**Question.** The density of states counts how many electron states a crystal offers in each electronvolt of energy. The table gives it for titanium in the face-centred cubic arrangement, in total and divided among atomic orbitals. States below the Fermi level, at energy zero, are filled; those above are empty. Answer parts (a) to (g).

Density of states of fcc titanium (a = 4.112 Å) from Ansatz 0.2.0: scalar-relativistic LDA with plane waves and PAW, no spin polarisation, cutoff 420 eV. The self-consistent run used an 18×18×18 k mesh and 0.1 eV Gaussian smearing; the densities use a 27×27×27 mesh and tetrahedra, averaged over 0.2 eV bins. Energies count from the Fermi level; 3d and 4s are Löwdin projections.

| energy (eV) | density of states total (states/eV/cell) | DOS Ti 3d (states/eV/cell) | DOS Ti 4s (states/eV/cell) |
| --- | --- | --- | --- |
| -7.95 | 0 | 0 | 0 |
| -7.55 | 0 | 0 | 0 |
| -7.15 | 0 | 0 | 0 |
| -6.75 | 0 | 0 | 0 |
| -6.35 | 0 | 0 | 0 |
| -5.95 | 0.02 | 0 | 0.01 |
| -5.55 | 0.06 | 0 | 0.05 |
| -5.15 | 0.09 | 0 | 0.08 |
| -4.75 | 0.12 | 0 | 0.1 |
| -4.35 | 0.15 | 0.01 | 0.13 |
| -3.95 | 0.19 | 0.02 | 0.15 |
| -3.55 | 0.23 | 0.03 | 0.18 |
| -3.15 | 0.31 | 0.07 | 0.22 |
| -2.75 | 0.47 | 0.19 | 0.27 |
| -2.35 | 1.01 | 0.67 | 0.31 |
| -1.95 | 1 | 0.75 | 0.22 |
| -1.55 | 1.37 | 1.2 | 0.13 |
| -1.15 | 1.31 | 1.23 | 0.03 |
| -0.75 | 1.43 | 1.33 | 0.02 |
| -0.35 | 1.49 | 1.32 | 0.06 |
| 0.05 | 1.76 | 1.52 | 0.1 |
| 0.45 | 1.91 | 1.66 | 0.11 |
| 0.85 | 1.64 | 1.48 | 0.07 |
| 1.25 | 1.6 | 1.52 | 0.04 |
| 1.65 | 1.33 | 1.26 | 0.03 |
| 2.05 | 1.96 | 1.88 | 0.04 |
| 2.45 | 1.46 | 1.4 | 0.03 |
| 2.85 | 1.47 | 1.42 | 0.03 |
| 3.25 | 1.96 | 1.9 | 0.04 |
| 3.65 | 2.05 | 1.96 | 0.06 |
| 4.05 | 0.55 | 0.39 | 0.1 |
| 4.45 | 0.5 | 0.29 | 0.11 |
| 4.85 | 0.46 | 0.21 | 0.12 |
| 5.25 | 0.41 | 0.15 | 0.11 |
| 5.65 | 0.36 | 0.1 | 0.09 |

**(a) Which orbital dominates at −3.95 eV, and which at the Fermi level? Why are the densities so different?**

At −3.95 eV the 4s orbital supplies 0.15 of a total of 0.19 states/eV. In the row at 0.05 eV the 3d orbitals supply 86 % of 1.76 states/eV. The 4s orbital is large and overlaps strongly with its neighbours, so its two states per atom spread over a wide range of energy. The 3d orbitals are compact and overlap weakly, so most of their ten states crowd into about 6.4 eV. A narrow band holding many states must be tall.

**(b) Estimate the density at −3.95 eV without using the density columns.**

Electrons in widely overlapping 4s states move almost as if the crystal were an empty box. The number of waves that fit into the box below a given energy then grows as the energy above the band bottom to the power 3/2. Each wave offers two states, one for each spin, so the density is twice the slope of that number:

$$g(E)=\frac{V}{2\pi^2}\left(\frac{2m}{\hbar^2}\right)^{3/2}\sqrt{E-E_0}.$$

Here $V$ = 17.38 Å³ is the volume per atom, $m$ the electron mass and $E_0$ = −6.01 eV the band bottom, taken from the band energies of the same calculation. With $\hbar^2/2m\approx3.8$ eV Å², the factor before the root is about 0.12. The root of 2.06 is about 1.4, which gives 0.17 states/eV against 0.19 in the table.

*Remark.* From −5.55 to −3.55 eV the table stays within about a quarter of this curve, below it at first and above it later. At −3.15 eV it is already half as large again, mostly because 3d character is coming in.

**(c) How many valence electrons does the table contain, and how many are of d type?**

Multiply each density below zero by the row spacing of 0.4 eV, add the products, and include the filled part of the row at 0.05 eV. The sum is 3.96, close to the four electrons that titanium has outside its closed 3s and 3p shells. The 3d column alone gives nearly three, whereas the free atom has two. Part of the broad 4s band lies above the Fermi level, and electrons that would have to go there find lower places in the d band.

*Remark.* The calculation places the Fermi level so that the total is four, so the sum checks only that the listed rows sample the curve well. The division among orbitals depends on how the waves are projected on atoms, so "nearly three" is a description and not a measurable charge.

**(d) Subtract the 3d column from the total. What happens to the remainder where the d band begins, and why?**

The remainder climbs to 0.34 states/eV at −2.35 eV, where free electrons would give 0.23. It then falls to 0.08 at −1.15 eV, where free electrons would give 0.26. The broad band has therefore lost weight inside the d range and gained some at its lower edge.

Theory explains this by hybridisation. Where an s-like and a d-like wave of the same symmetry would have equal energy, they mix, and the two mixtures move apart, one down and one up. The lower mixtures collect at the bottom of the d range. The band energies of the same calculation show this along one direction in the crystal, as the waves get shorter. The lowest band climbs from the band bottom and flattens near −2.6 eV, while a higher band falls from about 2.5 to about 1 eV and then turns up to about 2.9 eV. The two bend away from each other instead of crossing.

*Remark.* The remainder also holds p character, which has no column of its own. The size of the remainder is less certain than the mixing itself, since the projection may credit some of the broad waves to 3d.

**(e) Treat the d band as a rectangle. Where does it put the Fermi level, and what does the error teach?**

Let the rectangle run from −2.55 to 3.85 eV and hold ten states. The 2.96 d electrons fill the fraction 0.296 of its width, so the level should lie at −2.55 + 0.296 × 6.4 = −0.66 eV. The true value is zero, so the rectangle misses by a tenth of the band width.

It fails mainly because the real band is lopsided. The mean 3d density is 1.2 states/eV in the lower half and 1.6 in the upper half, so the electrons must climb higher to find room. A smaller part of the miss arises because the 3d column holds only about nine states between these edges, not ten. Theory traces such a lean at least partly to close packing: many neighbours of an atom are also neighbours of each other, so an electron can return home in three hops. In a body-centred cubic metal no two nearest neighbours of an atom are nearest neighbours of each other, so this part of the lean is expected to be weaker. The deep valley near the middle of its d band is a separate feature, which theory ties to longer loops of hops.

*Remark.* Edges and electron count came from the table, so only the rectangular shape and the assumed ten states were tested.

**(f) Keep the bands fixed and add one electron, as a first guess for vanadium in this structure. How far does the Fermi level move?**

The new electron needs one more state, and about 1.8 states/eV are on offer. The level rises by roughly 1/1.8 ≈ 0.56 eV, and the density there is almost the same as before. In a real vanadium crystal the larger nuclear charge would also pull the d band down, so the fixed bands show only the effect of filling.

**(g) Which digits can be trusted, and for which material?**

At the Fermi level itself the same calculation gives 1.81 states/eV, 3 % more than the average in the row at 0.05 eV. As a value for the Fermi level itself, the row is therefore good to two digits at most, and the second has not been tested against a denser k mesh. At the foot of the band rounding leaves only one digit. Each row averages over 0.2 eV while rows stand 0.4 eV apart, so the jump from 1.33 to 1.96 between 1.65 and 2.05 eV is not resolved.

A larger uncertainty is expected from the choice of volume and method. The calculated pressure is −8.7 GPa, which means that the cell is stretched for LDA. At the smaller volume that LDA prefers, the d orbitals would overlap more. The band is then expected to be wider, and its density of states lower, by something of the order of ten per cent. The PAW datasets were made for another functional, PBE, and the error from this was not tested. Ordinary titanium is moreover hexagonal, so an engineer should take from this table the division of roles between s and d electrons, and not a value for the electronic heat capacity of the metal.

Printed output of the fit:

```
electrons below the Fermi level, from the total (expected 4): 3.964
electrons below the Fermi level, 3d part: 2.956
electrons below the Fermi level, 4s part: 0.799
all 3d states in the listed window (full shell 10): 9.584
3d share of the total at -3.95 eV, percent: 10.53
3d share of the total at 0.05 eV, percent: 86.36
free-electron density from -5.55 to -3.15 eV, states/eV: 0.08047, 0.1099, 0.133, 0.1526, 0.17, 0.1858, 0.2003
table total over free-electron value, same rows: 0.7456, 0.8188, 0.9022, 0.9827, 1.118, 1.238, 1.548
part that is not 3d, from -2.75 to 0.45 eV, states/eV: 0.28, 0.34, 0.25, 0.17, 0.08, 0.1, 0.17, 0.24, 0.25
free-electron density, same rows, states/eV: 0.2138, 0.2266, 0.2386, 0.2501, 0.2611, 0.2716, 0.2817, 0.2915, 0.301
width of the 3d range from the listed rows, eV: 6.4
height of a rectangle with ten 3d states, states/eV: 1.563
mean 3d density in the range, states/eV: 1.406
mean 3d density, lower half of the range: 1.21
mean 3d density, upper half of the range: 1.603
Fermi level predicted by the rectangle, eV (true value 0): -0.6582
mean total density in the 3d range, states/eV: 1.547
level that holds 3, 4 and 5 electrons, eV: -0.6227, 0.02045, 0.562
total density at the levels for 3 and 5 electrons, states/eV: 1.449, 1.834
rough widening of the d band at zero pressure, percent (order only): 13.15
density at the Fermi level over that of the row at 0.05 eV: 1.027
```
